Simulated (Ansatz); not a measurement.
LuAl2Pd5: Al vacancy

Computed with the plane-wave PAW code Ansatz (scalar-relativistic, PAW set soft_2): PBEsol, no spin polarisation, 420 eV cutoff, k-mesh 3×3×3.

The relaxed host crystal (no gap at this level of theory):

```
Al Lu Pd
1.0
    -2.03098    2.03098    7.33918
     2.03098   -2.03098    7.33918
     2.03098    2.03098   -7.33918
Al Lu Pd
2 1 5
Cartesian
  0.0000 0.0000 3.7158
  0.0000 0.0000 10.9626
  0.0000 0.0000 0.0000
  0.0000 2.0310 2.0862
  2.0310 0.0000 5.2530
  2.0310 0.0000 2.0862
  0.0000 2.0310 5.2530
  0.0000 0.0000 7.3392
```

Supercell of 32 atoms, rows of the matrix [[-1,0,0],[0,-2,-2],[2,0,2]] times the cell vectors; Al vacancy at (0.253, 0.253, 0.000) in fractions of the cell above. Atoms are relaxed at the host's cell, from a start shaken by 0.03 Å near the defect. The cell loses 1 of its 8 Al, so this is a heavily defective crystal.

Distances from the empty Al site (Å), by shell of the perfect crystal:

| shell | perfect crystal | relaxed, charge 0 |
| --- | --- | --- |
| 8 Pd | 2.58 (2.55 to 2.60) | 2.56 (2.51 to 2.61) |
| 4 Al | 2.87 | 2.80 |

```csv
charge,gap of the cell on the mesh (eV)
0,0.00
```

Formation energy of the neutral defect: 2.71 eV, taking atoms from and to the elements' standard states (no corrections for gases), so it belongs to those chemical potentials alone.

Relaxed cell at charge 0:

```
LuAl2Pd5 V_Al charge 0
1.0
     2.0310   -2.0310   -7.3392
    -8.1239    0.0000    0.0000
     0.0000    8.1239    0.0000
Al Lu Pd
7 4 20
Direct
  0.4924 0.8725 0.3723
  0.4923 0.3727 0.8721
  0.4920 0.8724 0.8719
  0.5064 0.1324 0.1320
  0.5056 0.6199 0.1322
  0.5055 0.1327 0.6195
  0.5056 0.6203 0.6199
  0.0001 0.4994 0.4989
  0.9972 0.9996 0.4983
  0.9971 0.4987 0.9991
  0.0007 0.0002 0.9997
  0.7168 0.4295 0.1795
  0.7120 0.9273 0.1767
  0.7177 0.4294 0.6780
  0.7126 0.9282 0.6779
  0.2853 0.0714 0.8206
  0.2860 0.5706 0.8213
  0.2859 0.0762 0.3206
  0.2859 0.5659 0.3203
  0.7120 0.1771 0.9268
  0.7126 0.6784 0.9277
  0.7169 0.1800 0.4291
  0.7178 0.6784 0.4290
  0.2858 0.3211 0.0758
  0.2853 0.8211 0.0709
  0.2859 0.3208 0.5654
  0.2860 0.8217 0.5701
  0.0027 0.2507 0.7499
  0.9999 0.7496 0.7491
  0.9982 0.2493 0.2489
  0.0026 0.7503 0.2503
```

Caveats: small supercell, so energies and levels can be off by tenths of an eV; one random start near the defect, so other minima are possible.

Removing Al costs 2.71 eV and barely disturbs the surrounding framework. The Al neighbours move inward from 2.87 to 2.80 Å, whereas the mean Pd distance shrinks only from 2.58 to 2.56 Å, with a wider spread. The cost probably reflects the loss of strong Al–Pd bonding, in which Al s and p states mix with Pd d states and charge shifts towards the more electronegative Pd. The Pd shell stays in place likely because its atoms remain tied to other Al and Lu neighbours, while the Al atoms can relax into the space left open.

As the host is metallic, conduction electrons screen the missing ion, and the vacancy should not be read as an acceptor with distinct charge states. Elemental Al is the Al-rich limit, so Al-poor conditions would lower the formation energy. Whether vacancies are the main way the compound accommodates Al deficiency remains open, since Pd on the Al site could compete.
